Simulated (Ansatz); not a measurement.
## PbO2: pressure against volume ratio

Results calculated with Ansatz 0.2.0, not measured. Plane-wave density functional theory, PAW datasets, Gaussian smearing 0.05 eV: equation of state, the given cell scaled in volume with shape and atoms relaxed at each volume.

The cell before it is scaled or strained (space group Fm-3m, No. 225):
```
cell vectors (Å)
   0.0000     2.6648     2.6648
   2.6648     0.0000     2.6648
   2.6648     2.6648     0.0000
atoms (fractions of the cell vectors)
Pb  0.00000  0.00000  0.00000
O   0.25000  0.25000  0.25000
O   0.75000  0.75000  0.75000
```

Settings of every row: paw set soft_2; functional PBEsol; spin treatment none; moment partition spheres; spin axis none; wave cutoff 420 eV; k mesh 10x10x10; symmetry use detected.

Atom hubbard u: 0 on all atoms.

Limits: no spin-orbit coupling, which can matter with elements this heavy; the cell comes from a prototype or a list of computed structures and needn't be the stable phase.

```
row  volume ratio  V (Å³/atom)  pressure (GPa)  energy above given cell (meV per atom)
  1          0.96       12.111           6.991                                   10.56
  2          0.98       12.363           3.274                                     2.5
  3             1       12.616               ?                                       ?
  4          1.02       12.868          -2.938                                    2.35
  5          1.04        13.12          -5.521                                    9.08
```

Question: what pressure should row 3 give?

Worked fit of pressure. Take u = (V_r/V)^(2/3) − 1 with V_r = 12.616 Å³ an atom, which is twice the finite (Eulerian) strain; such expansions in the strain, on which the Birch-Murnaghan equation of state is built, carry the rest volume and the bulk modulus. The shown rows have u = 0.02761, 0.0136, -0.0131, -0.02578. Least squares give pressure = −0.0279 + 232.806 × u + 771.1 × u² GPa; a straight line predicts inner rows, each left out in turn, worse (root mean square 0.32 against 0.018 GPa). The rows lie off it by 0.003, -0.007, 0.007, -0.004 (root mean square 0.0055 GPa). The pressure vanishes at u = 0.0001, or V = 12.61 Å³ an atom, and there the bulk modulus with shape and atoms relaxed is B = −V dP/dV = (2/3)(1 + u) dP/du = 155 GPa. The withheld row has u = 0, so the fit gives −0.0279 + 232.806 × (0) + 771.1 × (0)² = -0.028 GPa.

The calculation gave -0.02 GPa. The fit lies 0.008 GPa (40 % of the value, 0.064 % of the column's range) below it; its largest miss of a shown row is 0.007 GPa.

The other values of row 3: energy above given cell 0 meV per atom.
